A tetragonal Rb cell is made longer or shorter along one axis while its volume stays fixed. The axial ratio in the table is relative to the starting cell, so 1 means "as it was at the start" and not "cubic". The energy change is counted from that same cell, and a positive pressure means compression.

Tetragonal Rb (I4/mmm, conventional a = 5.909, c = 5.462 Å, not relaxed at this level), strained along c at a fixed 95.35 Å³ per atom. Ansatz 0.2.0, plane-wave PAW, PBEsol on PBE datasets, scalar-relativistic, no spin polarisation, cutoff 420 eV, 14×14×14 k mesh, Gaussian smearing 0.15 eV. Free energies are relative to the starting cell; pressure is positive in compression.

```csv
axial ratio (over its starting value),energy change (meV/atom),pressure (GPa)
0.8,21.0,-0.18
0.85,10.8,-0.20
0.92,3.2,-0.23
0.96,1.1,-0.23
1,0.0,-0.24
1.05,-0.6,-0.24
1.1,-0.6,-0.24
1.2,-0.3,-0.24
1.3,-0.6,-0.24
```

### 1. Which costs more, flattening the cell or stretching it?

Flattening, by a wide margin. Shortening the axis to a ratio of 0.8 raises the energy by about 21 meV per atom. Lengthening it to 1.3 lowers the energy slightly, by 0.6 meV. Every row above 1 lies within 1 meV of the start, so the landscape is a steep slope on one side and almost a plain on the other.

### 2. Why is the starting cell not the lowest?

Because it is a slightly flattened cubic crystal. Write c for the length along the axis and a for the length across it: the start has c/a = 0.924, whereas the body-centred cubic lattice, bcc, has c/a = 1. The scan reaches bcc at an axial ratio of 1.08, between the rows 1.05 and 1.1. In the printed column these two share the lowest value with row 1.3; with more digits row 1.1, the one nearest to bcc, is the lowest, though only by 0.06 meV. Bcc is also the structure that Rb has under ordinary conditions.

The stresses tell the same story. In the starting cell both directions are under tension, but the axis less so than the plane across it, by 0.048 GPa, so the crystal lowers its energy by growing longer. This difference vanishes at a ratio of 1.085, which is bcc to within the spacing of the rows.

### 3. What does symmetry settle, and what must be calculated?

In a cubic crystal the three axes are equivalent, so none can be under more stress than the others. A small change of shape at fixed volume then does no work to first order, and the energy curve must be flat at bcc. This holds for any element and any functional.

Symmetry does not say whether the flat point is a valley or a hilltop. That follows from the stress difference on either side: before bcc it lengthens the axis, just after bcc it shortens it. Both push the crystal back, so bcc is a minimum along this path.

### 4. Why are the two sides so unequal if the minimum is cubic?

The cubic point forces a zero slope but not a mirror image. A flattened and a stretched cell are different crystals, with different sets of neighbours. The rows 0.92 and 1.3 show it well, for they are deformed by similar amounts in opposite directions. The first lies 3.8 meV above the lowest row, the second only 0.08 meV.

The limiting cases suggest why. Flatten the cell without end, and the ions along the axis are driven together into dense chains, whose repulsion grows without bound. At a ratio of 0.8 the two neighbours along the axis have already come in to 4.71 Å and are the nearest of all. No other cubic lattice lies on this side to level the curve.

Stretch the cell instead, and it heads for a second cubic lattice. At c/a = √2 the same cell is face-centred cubic, fcc, where symmetry again forces a flat point. On the way, the four neighbours across the axis move in to join the eight on the diagonals, until all twelve are equally far away. Theory adds that ions in a smooth sea of electrons have nearly the same electrostatic energy in bcc and in fcc, which fits the low ground that the scan finds on the way. Far beyond fcc, endless stretching would crowd the ions within the planes and drive the energy up steeply.

### 5. How stiff should bcc Rb be against this change of shape?

A simpler system gives a first answer: point charges +e on a bcc lattice in a uniform, rigid sea of electrons. Rb comes close to it, with one loosely held electron per atom and small ions far apart. The analogy leaves out how the real electrons rearrange around the ions, so it can give the size of the stiffness but not its fine detail.

Let x = ln(c/a). At fixed volume the axis changes by 2x/3 and each direction across it by −x/3. For such a strain in a cubic crystal, the elastic energy per atom is

E = (2/3) V C′ x²,

where V is the volume per atom and C′ the shear constant for this deformation. For the point charges, a known lattice sum gives C′ ≈ 0.025 e²/(rV), with r the radius of a sphere of volume V.

Here V = 95.35 Å³, so r = (3V/4π)^(1/3) = 2.83 Å. With e² = 14.4 eV Å,

C′ ≈ 0.025 × 14.4 / (2.83 × 95.35) = 0.0013 eV/Å³ ≈ 0.21 GPa.

The calculated stresses at 1.05 and 1.1, on either side of bcc, give 0.22 GPa. No row of the scan went into the estimate. The closeness should not be pressed, because the stiffness changes quickly here: the rows 1 and 1.05 give (0.0477 − 0.0147)/(2 ln 1.05) = 0.34 GPa. What the comparison supports is the scale, a few tenths of a gigapascal, which electrostatics alone can supply.

The formula also shows its own limit. For the starting cell it gives 0.5 meV above bcc, against a calculated 0.6 meV above the lowest row. At a ratio of 0.8 it gives about a third of the calculated rise, and at 1.3 it predicts nearly 3 meV where the calculation finds almost none. A parabola is the same on both sides, and this crystal is not.

### 6. Is the small bump at 1.2 real, and which digits can be trusted?

The printed column shows −0.6, −0.3 and −0.6 meV for the last three rows, so the bump is only a few units of its last digit. With more digits, row 1.2 lies 0.32 meV above row 1.1 and 0.25 meV above row 1.3. Removing the effect of the electronic smearing makes the bump higher, not lower. The stress difference also changes sign a second time, near a ratio of 1.22, as it must at a hilltop.

These signs all come from one k mesh, so the bump is likely rather than proved, and its height is less certain still. Adding up the stresses between 1.1 and 1.2 gives only half the climb that the energies show. The coarse spacing of the rows may be to blame, or the k mesh; a finer scan on a denser mesh would decide.

The order of the rows 1.05, 1.1 and 1.3 should be left open. They lie within 0.1 meV of one another, and the smearing correction alone shifts them by up to 0.05 meV and exchanges 1.05 with 1.3. Nor does the dip at 1.3 mark a second minimum: the scan ends while the energy is still falling, at c/a = 1.20, well short of fcc. At the slope that the stresses give there, an axial ratio only about one per cent larger would take the energy below that of the rows beside bcc, so bcc may be only a local minimum on this path. Whether fcc itself lies above or below bcc remains undecided.

### 7. What would change at another volume or for another alkali metal, and what should be done in practice?

The pressure is negative in every row, about −0.2 GPa, so the crystal is held larger than this functional, run here on PAW datasets made for PBE, wants it to be. The energies belong to that stretched volume. In the electrostatic picture C′ varies as 1/(rV), that is, as 1/r⁴. Reducing r by a tenth would therefore raise C′ by a factor of 1/0.9⁴ ≈ 1.5.

The energy cost of a given change of shape grows more slowly, because it contains V C′ and so varies as 1/r. The same rule suggests that a bcc alkali metal with smaller atoms is clearly stiffer in shear, yet pays only moderately more energy per atom for the same distortion. This is an argument from the model, which the present scan of one volume does not test.

For work on such a soft metal, three steps follow. Relax the volume first, and start the path from true bcc, so that the zero of energy has a physical meaning. Carry the scan past c/a = √2 if fcc matters. And watch the stress along and across the axis separately: the mean pressure hardly moves between the rows 1 and 1.3, while the difference between the two directions shows where the crystal wants to go. The output below lists both the shapes and these stress differences.

Numerical output:

```
Shape, distances in angstrom, electrostatic parabola in meV:
   row     c/a   ln(c/a)  two along axis  eight diagonal  four across  parabola
   0.8  0.7395   -0.3018           4.707           5.079        6.365     7.713
  0.85  0.7857   -0.2412           4.901           5.046        6.238     4.926
  0.92  0.8504    -0.162           5.167           5.013        6.076     2.224
  0.96  0.8874   -0.1195           5.315               5         5.99     1.209
   1.0  0.9244  -0.07866           5.462           4.992        5.909     0.524
  1.05  0.9706  -0.02987           5.643           4.986        5.814   0.07556
   1.1   1.017   0.01665            5.82           4.985        5.724   0.02347
   1.2   1.109    0.1037           6.168           4.997        5.561    0.9099
   1.3   1.202    0.1837           6.506           5.024        5.414     2.858
Energies in meV, stress in GPa:
   row  free energy  zero smearing  above lowest row  stress along less across      step  step from stress
   0.8           21          20.55             21.65                     0.519       n/a               n/a
  0.85        10.83           10.7             11.47                    0.3369    -10.18            -10.29
  0.92        3.172          3.117             3.816                    0.1593    -7.655             -7.79
  0.96        1.095          1.062             1.739                   0.09079    -2.077            -2.111
   1.0            0              0            0.6438                    0.0477    -1.095            -1.122
  1.05      -0.5818        -0.5957           0.06196                   0.01465   -0.5818           -0.6035
   1.1      -0.6438        -0.6643                 0                  -0.00605  -0.06196          -0.07937
   1.2      -0.3205        -0.2159            0.3233                  -0.00353    0.3233            0.1654
   1.3      -0.5661        -0.6158           0.07765                   0.01798   -0.2457           -0.2295
axial ratio at which the cell is bcc: 1.082
axial ratio at which the cell would be fcc: 1.53
axial ratio where the stress difference first vanishes: 1.085
axial ratio where it vanishes again: 1.216
shear constant C' from the stresses at 1.05 and 1.1, GPa: 0.2225
shear constant C' from point ions in an electron sea, GPa: 0.2134
row 1.2 above row 1.1, free energy, meV: 0.3233
row 1.2 above row 1.3, free energy, meV: 0.2457
row 1.2 above row 1.1, zero smearing, meV: 0.4484
row 1.2 above row 1.3, zero smearing, meV: 0.3999
largest shift by the smearing extrapolation from ratio 1 upwards, meV: 0.1046
```
